## Question

A vanadium atom replaces one silicon atom in cubic silicon carbide, and the crystal carries charge +1. Vanadium is then formally V⁵⁺, with no d electrons left, so a density-functional calculation without spin is a reasonable choice.

The calculation gives the electric field gradient at each nucleus, which measures how far the charge around that nucleus is stretched or flattened. Vzz is its largest principal component. The asymmetry is 0 when the two smaller components are equal and approaches 1 when one of them vanishes. In perfect cubic SiC every nucleus has four equal bonds and the gradient is zero, so any value in the table is the mark of the defect.

Ansatz 0.2.0, plane-wave PBE with default PAW datasets, scalar-relativistic, no spin polarisation: cubic SiC with one Si replaced by V, charge +1, in a 54-atom supercell with relaxed atoms. The cutoff is 420 eV and the k mesh 3x3x3. Vzz is the principal field gradient largest in size, the asymmetry is (Vxx - Vyy)/Vzz, and like atoms are equivalent by symmetry.

| atom | like atoms | distance from the defect (Å) | Vzz (1e21 V/m^2) | asymmetry |
| --- | --- | --- | --- | --- |
| V1 | 1 | 0.00 | 0.00 | n/a |
| C32 | 4 | 1.92 | -0.68 | 0.00 |
| Si2 | 12 | 3.10 | 1.66 | 0.12 |
| C29 | 12 | 3.61 | ? | ? |
| Si15 | 6 | 4.36 | -0.23 | 0.60 |
| C42 | 6 | 4.75 | ? | ? |
| Si9 | 4 | 5.33 | -0.13 | 0.00 |
| Si5 | 4 | 5.33 | -0.23 | 0.00 |
| C28 | 1 | 5.66 | 0.00 | n/a |
| C36 | 4 | 5.66 | -0.02 | 0.00 |

(a) Does Vzz fade with distance as it would around a point charge?

(b) Predict the size of Vzz for the carbon shells C29 and C42, with a range for each.

(c) Compare with the computed values and say what the reasoning got right or wrong.

## Model answer

**(a)** The potential of a point charge falls as 1/r, where r is the distance from the defect. The field gradient is the second derivative of the potential. Along the line to the charge, differentiating 1/r twice gives 2/r³. Doubling the distance should therefore cut the gradient eightfold, provided that the electrons of each atom amplify or screen it by a constant factor.

Silicon does not follow this. From Si2 to Si15 the size of Vzz falls about sevenfold, where 1/r³ allows a factor of 2.8. Farther out, distance no longer fixes the size: Si5 has the same 0.23 as Si15 although it is almost 1 Å more distant, while Si9 has dropped to 0.13. Si9 and Si5 lie at one distance and still differ, because their bonds point differently relative to the nearest vanadium atoms.

The two elements also seem to respond on different scales. In size, the gradient at C32 is 1.7 times that of a bare unit charge, but at the more distant Si2 it is 17 times. A factor as large as 17 points to the bonds. So does the negative sign at C32, where a positive charge alone would make Vzz positive. If the four bonds of an atom hold unequal numbers of p electrons, the imbalance sits close to the nucleus and gives a large gradient. The table shows the large value at Si2; that unequal bonds cause it is argued from standard theory.

**(b)** Since the elements seem to differ, I predict carbon from carbon. C28 is no help. In this small repeated cell it has four vanadium atoms at equal distances, and their symmetry forces its gradient to zero. That leaves C32 and C36. A 1/r³ law with one constant was fitted to the size of Vzz at these two sites. C32 is so much larger that it sets the constant almost alone. C36 cannot confirm the law, because its 0.02 is coarsely rounded and it lies equally far from three vanadium atoms.

For C29, which was not part of the fit, the steps are short. The constant is 4.81 in the units of the table, with r in Å, and 3.61³ is about 47. The law gives 4.81/47, or about 0.10. The same steps give about 0.045 for C42.

There is a reason to go higher. C29 and C42 are each bonded to two atoms of the Si2 kind, the most disturbed sites among the known rows, while C36 is bonded to none. The reason is weak, because C32, which sets the constant, is itself bonded to three. C42 also lies equally far from two vanadium atoms of the repeated cell. Their point-charge gradients nearly align there and add up to 1.84 times that of one. I therefore double the law for both shells, which for C29 is a judgement and not a derivation.

The forecasts for the size of Vzz, in 10²¹ V/m², are:

- C29: 0.20, range 0.07 to 0.6
- C42: 0.09, range 0.03 to 0.27
- C29 is larger than C42.

The ranges are a judged factor of three either way. I leave the sign open, because unequal bonds can give either one. Symmetry does not force the asymmetry to zero at either site, and I forecast no value for it.

**(c)** The computed values are these.

The withheld rows as computed:

| atom | like atoms | distance from the defect (Å) | Vzz (1e21 V/m^2) | asymmetry |
| --- | --- | --- | --- | --- |
| C29 | 12 | 3.61 | 0.06 | 1.00 |
| C42 | 6 | 4.75 | 0.29 | 0.59 |

Both forecasts miss, and so does the order. C29 has a size of 0.06, just below its range, so the forecast was more than three times too large. C42 has 0.29, just above its range, so there the forecast was about three times too small. The more distant shell carries the larger gradient, by a factor of nearly five.

## Remarks on the reasoning

The wrong order matters more than the narrow misses at the edges of the ranges. No law that only falls with distance can place C42 above C29, whatever its constant or exponent. An exponential through the same two carbon sites fails in the same way. The silicon rows had already given the warning, since Si5 matched Si15 from farther away. The answer noted this and then relied on distance all the same. It also took carbon to respond more weakly than silicon, yet C42 exceeds the nearer silicon site Si15, perhaps with help from its second vanadium atom. The asymmetry tells against the law as well: a single point charge gives 0 at every distance, and C29 has 1.00.

The doubling must be judged separately for each shell. For C29 it did harm: the plain law, at 0.10, was closer to the computed 0.06. For C42 it went in the right direction but fell well short. Two vanadium atoms acting as point charges would raise the plain law only to about 0.08, less than a third of the computed size.

One possible flaw is that the answer counted disturbed neighbours without asking how they are connected to the defect. Trace the bonds from vanadium through C32 and Si2. To reach C42, the path continues as a flat zigzag. To reach C29, the last bond leaves that plane: the angle of twist about the middle bond is 60°, where a flat zigzag has half a turn. In the repeated cell the flat zigzag runs on from C42 to the next vanadium atom, so C42 is the midpoint of a chain with a defect at each end.

Ethane offers a simpler case of the same geometry. The magnetic coupling between hydrogen nuclei on its two carbon atoms is strong when the H–C–C–H path is a flat zigzag and weak when its angle of twist is 60°. Orbitals along a flat zigzag overlap in a way that passes a disturbance on efficiently. The comparison covers only this dependence on the twist. In ethane the nuclear spins are coupled, whereas here a shift of charge would have to be passed along.

This explanation was found after the values were known, and the table does not test it. The paths follow from the lattice, but the claim that they carry the disturbance is an inference. Small displacements of the atoms could travel along the same chain. C32 does sit slightly too far out: the perfect lattice would put it at one third of the C28 distance, 5.66/3 = 1.89 Å, and it is found at 1.92 Å. The atoms were relaxed in this run. These data cannot separate displaced atoms from shifted electrons.

Two limiting cases show what a better model needs. Close to the defect, distance alone is not enough, and the way the atoms are bonded is a natural thing to add. Far from a single defect in a large crystal, a smooth law should return for each element along any one direction, but it need not be 1/r³. A site with four tetrahedral bonds has no centre of inversion, so even a uniform electric field produces a gradient at its nucleus, in proportion to the field. The field of a point charge falls only as 1/r², and this contribution must win in the end.

The present cell cannot reach that far limit, because its outer sites feel several vanadium atoms at once and a uniform background balances the charge. The share of the second vanadium atom in the large value at C42 is therefore unknown. A larger cell, in which such a site has only one vanadium atom nearby, would settle it. The gradients are also flagged as sensitive to the k mesh and no second mesh is given here, so the small value at C29 is less secure than its digits suggest. The plane-wave cutoff was 420 eV.

For practical work with such a table, distance alone is an unsafe guide to which atoms around a defect are most disturbed. It is worth tracing the bonds as well, and checking whether a repeated copy of the defect lies equally near. The printed output that follows gives the fit, the forecasts and the misses.

Printed output of the fit:

```
fit of aV on 2 rows (has(atom, 'C') & (n > 1)): coefficient of inv3 4.811 +/- 0.046; rms 0.00462, worst C36 0.00653, leave-one-out rms 0.119
  rows outside the fit (model, value, miss): V1 0, 0, 0; Si2 0.1615, 1.66, -1.5; C29 0.1023, 0.06, 0.0423; Si15 0.05805, 0.23, -0.172; C42 0.04489, 0.29, -0.245; Si9 0.03177, 0.13, -0.0982; Si5 0.03177, 0.23, -0.198; C28 0.02653, 0, 0.0265
Size of Vzz over that of a bare unit charge, C32: 1.671
Size of Vzz over that of a bare unit charge, Si2: 17.17
Size of Vzz over that of a bare unit charge, C36: 1.259
Fall in size from Si2 to Si15, computed ratio: 7.217
Fall from Si2 to Si15 expected from 1/r^3, ratio: 2.782
Gradient of two equidistant vanadium at C42 over that of one: 1.842
Exponential estimate for C29 (1e21 V/m^2): 0.1382
Exponential estimate for C42 (1e21 V/m^2): 0.04717
Forecast size for C29 (1e21 V/m^2): 0.2045
Lower end for C29 (1e21 V/m^2): 0.06818
Upper end for C29 (1e21 V/m^2): 0.6136
Computed size for C29 (1e21 V/m^2): 0.06
Forecast less computed size for C29 (1e21 V/m^2): 0.1445
Computed size over forecast for C29: 0.2934
Forecast size for C42 (1e21 V/m^2): 0.08978
Lower end for C42 (1e21 V/m^2): 0.02993
Upper end for C42 (1e21 V/m^2): 0.2694
Computed size for C42 (1e21 V/m^2): 0.29
Forecast less computed size for C42 (1e21 V/m^2): -0.2002
Computed size over forecast for C42: 3.23
```
